# Voltage pulse on an LC ladder: the Bessel solution and its regimes

## Model and exact solution

The harmonic chain obeys $M\ddot u_n=K(u_{n+1}+u_{n-1}-2u_n)$, with dispersion $\omega(\theta)=\omega_c|\sin(\theta/2)|$, cutoff $\omega_c=2\sqrt{K/M}$, and $\theta$ the phase advance per cell. The Jacobi–Anger expansion $\cos[\tau\sin(\theta/2)]=\sum_n J_{2n}(\tau)e^{in\theta}$ performs the mode sum:

$$u_n(t)=\sum_l\Big[u_l(0)\,J_{2(n-l)}(\omega_ct)+\dot u_l(0)\int_0^t J_{2(n-l)}(\omega_cs)\,ds\Big].$$

The ladder has a capacitor $C$ from each node to ground and an inductor $L$ between nodes. With node flux $\Phi_n=\int_0^t V_n\,dt'$ and no initial current, the current from node $n$ to $n+1$ is $I_n=(\Phi_n-\Phi_{n+1})/L$, and $C\dot V_n=I_{n-1}-I_n$. The dictionary is $u\to\Phi$, $\dot u\to V$, $M\to C$, $K\to 1/L$. Charging capacitor 0 to $V_p$ is kicking atom 0. With $\tau=\omega_ct$, $\omega_c=2/\sqrt{LC}$, $Z_0=\sqrt{L/C}$, and $J_{2n}-J_{2n+2}=2J'_{2n+1}$,

$$V_n=V_pJ_{2n}(\tau),\qquad I_n=\frac{V_p}{Z_0}J_{2n+1}(\tau).$$

Energy is conserved because $\sum_kJ_k^2=1$. The capacitors hold the fraction $[1+J_0(2\tau)]/2$, which tends to one half.

## Dimensional analysis

$L$ and $C$ supply one time and one impedance, and linearity makes $V_p$ a prefactor. So $V_n/V_p$ depends on $n$ and $\tau$ alone. Each added ingredient brings one group: pulse width $w$ and ring size $N$ (in cells), loss $\gamma/\omega_c$ with $\gamma=R/L$ for a series resistance $R$, the ratio $C_s/C$ for stray capacitance across each inductor, and $\hbar\omega_c/k_BT$ and $CV_p^2/k_BT$ for noise.

Illustrative inputs: $L=2.5$ nH, $C=1$ pF, $R=1\ \Omega$ (frequency independent), $V_p=1$ mV. All numbers below are the model's.

- $Z_0=50\ \Omega$, cell delay $\sqrt{LC}=50$ ps, $1/\omega_c=25$ ps, $\omega_c/2\pi=6.37$ GHz
- $\gamma/\omega_c=0.01$, $1/\gamma=2.5$ ns
- $\hbar\omega_c=26.3\ \mu$eV, or 0.306 K
- pulse energy $CV_p^2/2=3.12$ eV

Light travels 15 mm in one cell delay, and lumped elements need a cell much smaller than that.

## Time and distance, lossless

**Short times.** $V_n/V_p\simeq\frac{(\tau/2)^{2n}}{(2n)!}\big[1-\frac{\tau^2}{4(2n+1)}\big]$ for $n\ge0$ and $\tau^2\ll4(2n+1)$. The source node starts as $1-\tau^2/4$ and first crosses zero at $\tau=2.405$, or 60.1 ps.

**Ahead of the front**, $\tau<2n$. With $\cosh\alpha=2n/\tau$, the Debye form is $J_{2n}\simeq e^{-2n(\alpha-\tanh\alpha)}/\sqrt{4\pi n\tanh\alpha}$. The cone is not strict, but at half the arrival time node 50 carries only $1.1\times10^{-21}V_p$.

**At the front.** The largest group velocity, $\omega_c/2$ cells per second, occurs at $\theta\to0$, where $\omega\simeq\frac{\omega_c}{2}\theta(1-\theta^2/24)$. The cubic term gives

$$J_{2n}(2n+\xi n^{1/3})\simeq n^{-1/3}\mathrm{Ai}(-\xi).$$

The front is $n^{1/3}$ wide in $\tau$, or $n^{1/3}/2$ cells. The first maximum lies at $\xi_0=1.019$. The next term of the standard transition-region expansion of $J_\nu$ multiplies its height by $1-\xi_0n^{-2/3}/10$:

$$V_n^{\max}\simeq0.5357\,V_p\,n^{-1/3}\big(1-0.102\,n^{-2/3}\big).$$

| $n$ | exact peak time (ps) | leading (mV) | corrected (mV) | exact (mV) | $e^{-\gamma t/2}$ |
|---|---|---|---|---|---|
| 1 | 76.4 | 0.5357 | 0.4811 | 0.4865 | 0.98 |
| 5 | 294.3 | 0.3133 | 0.3023 | 0.3027 | 0.94 |
| 50 | 2594 | 0.1454 | 0.1443 | 0.1443 | 0.60 |

The four-figure entries test the asymptotics of the lossless ladder only. The last column is explained under Loss.

**Behind the front**, $\tau-2n\gg n^{1/3}$. Stationary phase selects $\cos(\theta/2)=2n/\tau$. With $\rho=\sqrt{\tau^2-4n^2}$,

$$J_{2n}\simeq\sqrt{\frac{2}{\pi\rho}}\cos\Big[\rho-2n\arccos\frac{2n}{\tau}-\frac\pi4\Big].$$

This is a chirp whose local frequency $\omega_c\rho/\tau$ rises towards the cutoff.

**Late times.**

$$J_{2n}\simeq(-1)^n\sqrt{\frac{2}{\pi\tau}}\Big[\cos\big(\tau-\tfrac\pi4\big)-\frac{16n^2-1}{8\tau}\sin\big(\tau-\tfrac\pi4\big)\Big].$$

The zone-boundary modes, with vanishing group velocity, ring in antiphase. The correction is small only beyond $\tau\approx2n^2$, which is 125 ns at node 50.

**Permanent shift.** Since $\int_0^\infty J_{2n}\,d\tau=1$,

$$\Phi_n\simeq\frac{V_p}{\omega_c}\Big[1+(-1)^n\sqrt{\frac{2}{\pi\tau}}\sin\big(\tau-\tfrac\pi4\big)\Big]\qquad(\tau\gg2n^2,\ \tau\gg1).$$

Every node's voltage trace encloses the same area, $V_p/\omega_c=25$ mV ps, however low its peak. In the chain every atom ends displaced by $v_0/\omega_c$ after a kick $v_0$. Likewise $\int I_n\,dt=V_p/(Z_0\omega_c)=CV_p/2$ for $n\ge0$, so half the charge, 0.5 fC, leaves each way.

## Pulse width

Let $V_l(0)=V_pf(l)$ with $f(x)=e^{-x^2/2w^2}$ and no currents. For $w\ll1$ this is the single kick. For $w\gg1$ it splits into two halves. After a travel $d=\omega_ct/2$, with $x=n-d$, the right-moving half is $\frac{V_p}{2}\exp(-\frac{d}{24}\partial_x^3)f(x)$. Expanding in $\eta=d/8w^3$, the peak lags by $\eta w$ cells and has height $\frac{V_p}{2}(1-\eta^2/3)$. The crossover $\eta=1$ is where the Airy width $d^{1/3}/2$ equals $w$. For $w=4$ (200 ps) it lies at $d=512$. At $d=50$ the lag is about 0.4 cell and the height drops by 0.3 %.

## Finite size

On a ring of $N$ cells the images give exactly $V_n=V_p\sum_pJ_{2(n+pN)}(\tau)$. At the source the leading correction $2J_{2N}(\tau)$ is exponentially small until $t\approx N\sqrt{LC}$. The limits do not commute: on the ring the mean voltage stays $V_p/N$ and the flux grows without bound, so the constant shift needs $N\to\infty$ before $t\to\infty$.

## Loss

With resistance, $\ddot V_n+\gamma\dot V_n=\frac{\omega_c^2}{4}(V_{n+1}+V_{n-1}-2V_n)$. Each mode evolves as $e^{-\gamma t/2}[\cos\Omega t+\frac{\gamma}{2\Omega}\sin\Omega t]$ with $\Omega^2=\omega^2-\gamma^2/4$.

- **$\gamma t\ll1$.** Setting $\Omega\to\omega$ gives $V_n/V_p\simeq e^{-\gamma t/2}\big[J_{2n}+\frac{\gamma}{2\omega_c}\int_0^\tau J_{2n}\,d\tau'\big]$. The front loses $R/2Z_0=0.01$ per cell, and the permanent shift reappears as a flat wake of height $\gamma/2\omega_c=0.005$. Loss overtakes the Airy correction where $0.01\,n=0.102\,n^{-2/3}$, near $n=4$.
- **$\gamma t\gg1$.** The overdamped modes $\omega<\gamma/2$ diffuse with $D=1/RC$ cells² per second. At the source they give $V_p\sqrt{\gamma/(\pi\omega_c\tau)}\,[1-1/(4\gamma t)]$ for $\gamma\ll\omega_c$.
- **Crossover at the source.** The leading tail equals the ringing envelope $V_p\sqrt{2/\pi\tau}\,e^{-\gamma t/2}$ at $\gamma t=\ln(2\omega_c/\gamma)=5.3$, or 13 ns. A ring needs more than about 265 cells to show this before the echo.

Pure cutoff ringing requires $2n^2/\omega_c<2/\gamma$, so it survives undamped only for $n$ below about 10.

## Stray capacitance

A capacitance $C_s$ across each inductor gives $\omega^2=\omega_c^2s^2/(1+4s^2C_s/C)$ with $s=\sin(\theta/2)$, and the Bessel form is no longer exact. The cubic term is multiplied by $1+12C_s/C$. It doubles at $C_s=C/12=0.083$ pF, an inductor self-resonance of 11 GHz. The Airy front is then wider and lower by $2^{1/3}=1.26$. The table needs $C_s\ll C/12$.

## Temperature

Classically voltages are uncorrelated with currents and with each other at equal times, with variance $k_BT/C$. Only the $l=n$ term of the solution survives the average:

$$\langle V_n(t)V_n(0)\rangle=\frac{k_BT}{C}J_0(\omega_ct).$$

This is the chain's velocity autocorrelation, whose normalised form is $J_0(\omega_ct)$. Its spectrum is $\propto(\omega_c^2-\omega^2)^{-1/2}$ below the cutoff, and that edge singularity is the $t^{-1/2}$ tail.

Quantum mechanically the mean voltage still follows the Bessel solution, while $C\langle V^2\rangle$ is the zone average of $\frac{\hbar\omega}{2}\coth\frac{\hbar\omega}{2k_BT}$:

- hot: $k_BT\big[1+\frac1{24}(\hbar\omega_c/k_BT)^2\big]$
- cold: $\frac{\hbar\omega_c}{\pi}\big[1+\frac{\pi^2}{3}(k_BT/\hbar\omega_c)^2\big]$

The leading terms cross at $T^*=\hbar\omega_c/\pi k_B=0.097$ K. At 300 K the quantum correction is $4.3\times10^{-8}$ and the rms noise is 64.4 µV. The zero-point value is 1.16 µV. A single-shot front of height $0.5357\,V_p\,n^{-1/3}e^{-0.01n}$ sinks into the room-temperature noise near $n=70$.

## Back to atoms, and real ladders

Take an illustrative chain with $\hbar\omega_c=30$ meV and $M=60$ u. Then $1/\omega_c=21.9$ fs and $T^*=111$ K, and the hot quantum correction at 300 K is 6 %. A kick $v_0=\sqrt{k_BT/M}=204$ m/s leaves the model's shift of 0.045 Å. The ladder replays this motion $1.1\times10^3$ times more slowly, deep in the classical regime.

As typical knowledge, chip inductors of a few nH self-resonate near 10 GHz and their resistance rises with frequency. A ladder built from them would show a front lower than the model's by tens of per cent and a cutoff ringing that dies several times faster. The cell delay $\sqrt{LC}$ and the equal split of the charge are set by long wavelengths and by symmetry, and they are the robust results.